### Results and discussion

Two energy scales govern the absorption edge of a wide-gap semiconductor. Correcting a local-density gap for the true cost of adding and removing an electron takes of the order of 1 eV. Binding the electron to the hole it leaves behind gives back only hundredths of an eV in real GaN (a rough, recalled value). The excitations below contain both effects, for a cell stretched by 8 % in volume.

GPAW 26.7.0, Bethe–Salpeter equation on LDA states (PAW, 650 eV plane-wave cutoff, 8×8×4 k mesh, no spin–orbit coupling) for wurtzite GaN with the cell volume scaled by 1.08. Excitons use a 6×6×3 k mesh, 4 valence and 4 conduction bands, a G0W0 gap shift of 1.44 eV and light polarised along x; the screening uses 88 bands and a 40 eV cutoff.

```tsv
row	exciton energies (eV)	exciton weights
1	2.709	0.000
2	2.709	1.414
3	2.764	0.000
4	3.677	0.000
5	4.424	0.000
6	4.425	1.285
7	4.453	0.000
8	4.470	0.000
9	4.501	0.000
10	4.502	0.000
11	4.526	0.000
12	4.564	0.000
13	4.564	0.001
14	4.644	0.000
15	4.644	0.000
16	4.646	0.000
17	4.646	0.290
18	4.655	0.000
19	4.655	0.016
20	4.668	0.000
21	4.912	0.000
22	4.913	0.000
23	5.008	0.000
24	5.098	0.000
```

The exciton weights measure how strongly each state couples to light polarised in the basal plane, and only their ratios are used here.

#### 1. Which state absorbs first, and why does its twin stay dark?

Row 2 absorbs first, at 2.709 eV. Row 1 has the same energy and no weight. In a hexagonal crystal the two in-plane directions are equivalent, so an excitation polarised along one has a partner of equal energy polarised along the other. The light in this calculation points along one of them only. Turned by 90° in the plane, it should excite row 1 instead, so the zero marks a direction and not a forbidden transition.

#### 2. Why does row 3 lie higher?

It lies 55 meV above the pair. The top of the valence band consists mainly of nitrogen p orbitals, and in wurtzite the one along the c axis differs in energy from the two in the plane. This crystal-field splitting is the likely cause, though no calculation with light along c was made to test it. If it is right, row 3 would be bright in that polarisation. Spin-orbit coupling, left out here, would split the levels further.

#### 3. What sets the first excitation energy?

It is the sum of three terms: a Kohn–Sham gap of 1.556 eV, a quasiparticle shift of 1.44 eV and an electron–hole attraction of −0.287 eV. The shift is five times the attraction and makes up nearly half of the corrected gap of 2.996 eV. Both terms depend on how well the other electrons screen a charge, so a crystal that screens less tends to have a larger shift and a stronger attraction. Raising the shift by 0.1 eV with the screening held fixed would move every row up by 0.1 eV and leave the spacings alone.

#### 4. Why is there no bright state between rows 2 and 6?

The two strong states are about 1.7 eV apart, whereas a real crystal absorbs continuously from the gap upwards. The void comes from the mesh of wave vectors, which has only 6 × 6 × 3 points for the excitons, against 8 × 8 × 4 for the ground state. Four valence bands and one conduction band at the zone centre account for the four lowest states. The fourth valence band is probably one half of a degenerate pair cut by the choice of bands, so row 4 may lack a twin. Unlike row 1, it should stay dark in every polarisation: in such a pair the two nitrogen layers of the cell are expected to contribute with opposite signs, and their absorption cancels. The next mesh points lie so far out that the light conduction electron has already gained more than 1 eV. A calculation without electron–hole attraction on the same mesh would show a similar void, with its first transition at the corrected gap.

#### 5. Is the binding of 0.287 eV physical?

No; it is about ten times the rough recalled value for GaN. Part of the excess would remain on a perfect mesh: in the real crystal the ions also shift and screen the attraction, whereas here only the electrons do. The larger part probably comes from the mesh. A mesh of 6 × 6 × 3 points is equivalent to a periodic box about 20 Å wide and 16 Å high, while the exciton in real GaN has a radius of roughly 30 Å. With electronic screening alone the pair would be smaller, but probably still too wide for this box. It is therefore squeezed into a space smaller than itself, where its attraction is too strong. Hard walls would make the pair pay for this in kinetic energy, but in a periodic box it can spread out evenly at almost no cost.

The size of the effect follows from placing the pair entirely at one mesh point. Its attraction is then the screened Coulomb interaction 4πe²/(εq²), averaged over the region of wave vectors q that this point represents and divided by the volume NV of the equivalent box. Replacing that region by a sphere of equal volume, with radius q₀, gives

E ≈ 2e²q₀/(πε), with q₀ = (6π²/NV)^(1/3).

Here N = 6 × 6 × 3 = 108 is the number of mesh points, V ≈ 49 Å³ the cell volume and ε ≈ 5.3 a recalled dielectric constant. With q₀ ≈ 0.22 Å⁻¹ and e² ≈ 14 eV Å, E is about 0.4 eV.

This is the right order of magnitude, and no row was used to adjust it. It overshoots the computed binding by about a third. The model leaves out electron–hole exchange, which would weaken the binding, and mixing between mesh points, which would strengthen it; the recalled dielectric constant adds an error of its own. Doubling the mesh in each direction would halve the estimate, which would still be far too large. Once the mesh resolves the exciton, the model no longer applies.

#### 6. Which digits can be trusted?

The coincidence of rows 1 and 2 is secure, because symmetry demands it. The absolute energies are uncertain by at least a few tenths of an eV: the excess binding alone pulls the first state down by about 0.26 eV. The stretched cell also narrows the gap compared with GaN at its normal volume, while freezing the gallium 3d electrons tends to widen it. Bands and cutoffs are not converged either, and the optical matrix elements behind the weights carry errors of a few percent. The value of 2.709 eV should therefore not be quoted as the absorption edge of GaN. The output below lists the differences and the estimate used here.

Output of the analysis:

```
Corrected gap, Kohn-Sham gap plus shift (eV): 2.996
Share of the shift in the corrected gap (percent): 48.06
Binding, corrected gap less first excitation (eV): 0.2874
Quasiparticle shift divided by binding: 5.01
Binding divided by rough recalled binding: 11.5
Row 3 above row 1 (meV): 55
Row 4 above row 1 (eV): 0.968
Row 4 above the corrected gap (eV): 0.6806
Second strong state above the first strong state (eV): 1.716
Second strong state above the corrected gap (eV): 1.429
Weight of row 6 divided by weight of row 2: 0.9088
Number of states below 4 eV: 4
Number of neighbours closer than 1.8 meV: 8
Box edge equivalent to the mesh, in plane (angstrom): 19.58
Box edge equivalent to the mesh, along c (angstrom): 15.9
Estimated attraction of a pair held at one mesh point (eV): 0.3872
Same estimate with the mesh doubled in each direction (eV): 0.1936
Number of electron-hole pair states in the calculation: 1728
Absorption peak above the last listed state (eV): 0.502
```
